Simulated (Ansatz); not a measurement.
## Ligand exchange: SiH2(CH3)Cl + SnCl4 → SiH2Cl2 + Sn(CH3)Cl3

Species: SiH2(CH3)Cl ((chlorosilyl)methane), singlet; SnCl4 (tin tetrachloride) `[Cl][Sn]([Cl])([Cl])[Cl]`, singlet; SiH2Cl2 `Cl[SiH2]Cl`, singlet; Sn(CH3)Cl3 (methyltin trichloride), singlet. The partners trade CH3 for Cl: Si–CH3 and Sn–Cl bonds give way to Si–Cl and Sn–CH3.

Shapes, held fixed at every level: PBE0-D4/def2-TZVP. Programs: Ansatz 0.2.0. Electronic energies: no zero-point or thermal term.

```json
{"level": "HF/def2-SVP", "kind": "Hartree–Fock", "ΔE (kJ/mol)": "-9.5", "less CCSD(T)/def2-TZVPP": "+13.4"}
{"level": "HF/def2-TZVPP", "kind": "Hartree–Fock", "ΔE (kJ/mol)": "-14.1", "less CCSD(T)/def2-TZVPP": "+8.8"}
{"level": "r2SCAN-D4/def2-TZVPP", "kind": "meta-GGA", "ΔE (kJ/mol)": "-17.8", "less CCSD(T)/def2-TZVPP": "+5.1"}
{"level": "r2SCAN0-D4/def2-TZVPP", "kind": "global hybrid", "ΔE (kJ/mol)": "-18.4", "less CCSD(T)/def2-TZVPP": "+4.5"}
{"level": "wB97M-V/def2-TZVPP", "kind": "range-separated hybrid", "ΔE (kJ/mol)": "-19.0", "less CCSD(T)/def2-TZVPP": "+3.9"}
{"level": "CCSD/def2-SVP", "kind": "coupled cluster or CI", "ΔE (kJ/mol)": "-8.8", "less CCSD(T)/def2-TZVPP": "+14.1"}
{"level": "CCSD/def2-TZVPP", "kind": "coupled cluster or CI", "ΔE (kJ/mol)": "-22.6", "less CCSD(T)/def2-TZVPP": "+0.3"}
{"level": "CCSD(T)/def2-TZVPP", "kind": "coupled cluster or CI", "ΔE (kJ/mol)": "-22.9", "less CCSD(T)/def2-TZVPP": "0.0"}
```

The highest level, CCSD(T)/def2-TZVPP, gives ΔE = -22.9 kJ/mol; the levels span -22.9 to -8.8. The column of differences is taken from that level and isn't an error. No measured value is set beside it here. For atoms past krypton def2 sets carry core potentials with scalar relativity. Correlated rows may include outer-core shells of Sn, which these sets cover unevenly.

Every level favours moving methyl to tin and chlorine to silicon, with ΔE = -22.9 kJ/mol at the highest level. Chlorine binds more strongly than methyl to either metal centre, so the exchange energy is a small balance between two large preferences. The balance probably tips because tin in SnCl4 carries four electron-withdrawing chlorines, and one methyl, a better σ donor, relieves its electron deficiency. On silicon, the second chlorine gains a strongly polar bond and some lone-pair donation into the neighbouring Si–Cl σ* orbital.

The sign is secure across these methods, but the magnitude is less so. Enlarging the basis takes CCSD from -8.8 to -22.6 kJ/mol, a much larger shift than in Hartree–Fock, probably because the small set describes correlation around tin and chlorine poorly. Perturbative triples then hardly matter, and the three density functionals agree closely with one another while giving a somewhat less exothermic exchange. The near match of CCSD and CCSD(T) speaks for a single-reference treatment, not for convergence with basis size.
